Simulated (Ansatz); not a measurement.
**A small benchmark: atomisation enthalpy at 298 K**

8 molecules holding an element past argon; the atomisation enthalpy at 298 K in kJ/mol, computed less measured. Shapes, held fixed at every level: PBE0-D4/def2-TZVP. Flexible molecules stand in one conformer, not always the lowest. Thermal terms are harmonic and unscaled (B3LYP/6-31G*, PBE0-D4/def2-TZVP); the spin-orbit lowering of the free atoms is taken from their spectra. Programs: Ansatz 0.2.0. Measured values: Active Thermochemical Tables, CRC Handbook of Chemistry and Physics.

Levels: A = HF/STO-3G; B = r2SCAN-D4/def2-TZVPP; C = B2PLYP/def2-TZVPP; D = MP2/def2-TZVPP.

```csv
molecule,from tabulated heats,A,B,C,D
HBr (hydrogen bromide),366,-65,-2,-9,-8
AsF3 (SMILES F[As](F)F),1326,-903,+25,+4,+41
CBr2ClF (dibromochlorofluoromethane),1329,-486,+18,-51,+32
CHBrClF (bromochlorofluoromethane),1479,-420,+16,-34,+16
CHBrF2 (bromodifluoromethane),1630,-517,+19,-24,+27
C2H3Br (vinyl bromide),2126,-291,+7,-24,-16
C2H3I (vinyl iodide),2064,-285,-1,-27,-18
C3H7Br (1-bromopropane),3875,-218,+3,-48,-52
```

(1) Sum up the errors.

Answers

(1) 
```csv
level,kind,mean error,mean absolute error,worst case
HF/STO-3G,Hartree–Fock,-398.1,398.1,AsF3
r2SCAN-D4/def2-TZVPP,meta-GGA,+10.6,11.4,AsF3
B2PLYP/def2-TZVPP,double hybrid,-26.6,27.6,CBr2ClF
MP2/def2-TZVPP,perturbation theory,+2.8,26.2,C3H7Br
```

On this set r2SCAN-D4/def2-TZVPP has the smallest mean absolute error and HF/STO-3G the largest. HF/STO-3G is too low in 8 of 8; r2SCAN-D4/def2-TZVPP is too high in 6 of 8; B2PLYP/def2-TZVPP is too low in 7 of 8. The heats of C3H7Br come from older tables and can be uncertain by 10 kJ/mol or more. The molecules' own spin-orbit binding is left out, so errors for heavy halides read too negative. The tabulated value of AsF3 is in doubt (older tables, estimates, or at odds with other calculations) and kept here. Over the 7 molecules whose values aren't doubted the mean absolute errors are A 326.0; B 9.4; C 31.0; D 24.1. Hartree–Fock lacks correlation and underbinds. Rows in very small basis sets show the basis more than the method. Correlated wave functions converge slowly with the basis. For atoms past krypton def2 sets carry core potentials with scalar relativity. All-electron rows are non-relativistic unless named. Relativity is left out for As, Br. Outer-core shells of As, Br, I are correlated in most correlated rows, in sets that cover them unevenly. The set is small.

MP2's near-zero mean error, +2.8 kJ/mol, comes from cancellation rather than accuracy. Every fluorine-containing molecule is overbound and every fluorine-free one underbound, and the split remains when AsF3 is set aside. A likely reason is that second-order theory exaggerates the correlation gained when compact, lone-pair-rich fluorine forms polar bonds, while in the other molecules the correlation missing from a finite basis dominates. That shortfall accumulates with the number of bonds, which fits the negative error for bromopropane. A larger basis would therefore probably help the fluorine-free molecules but worsen the overbinding of the fluorinated halomethanes.

HF/STO-3G divides the set along the same line, with its largest deficits in the fluorinated molecules. A minimal basis has neither polarisation functions nor the freedom to let fluorine's valence shell expand as it draws in charge.

The lead of r2SCAN survives the removal of AsF3, but it applies to these finite-basis combinations and doesn't establish that the meta-GGA is inherently better than the double hybrid.
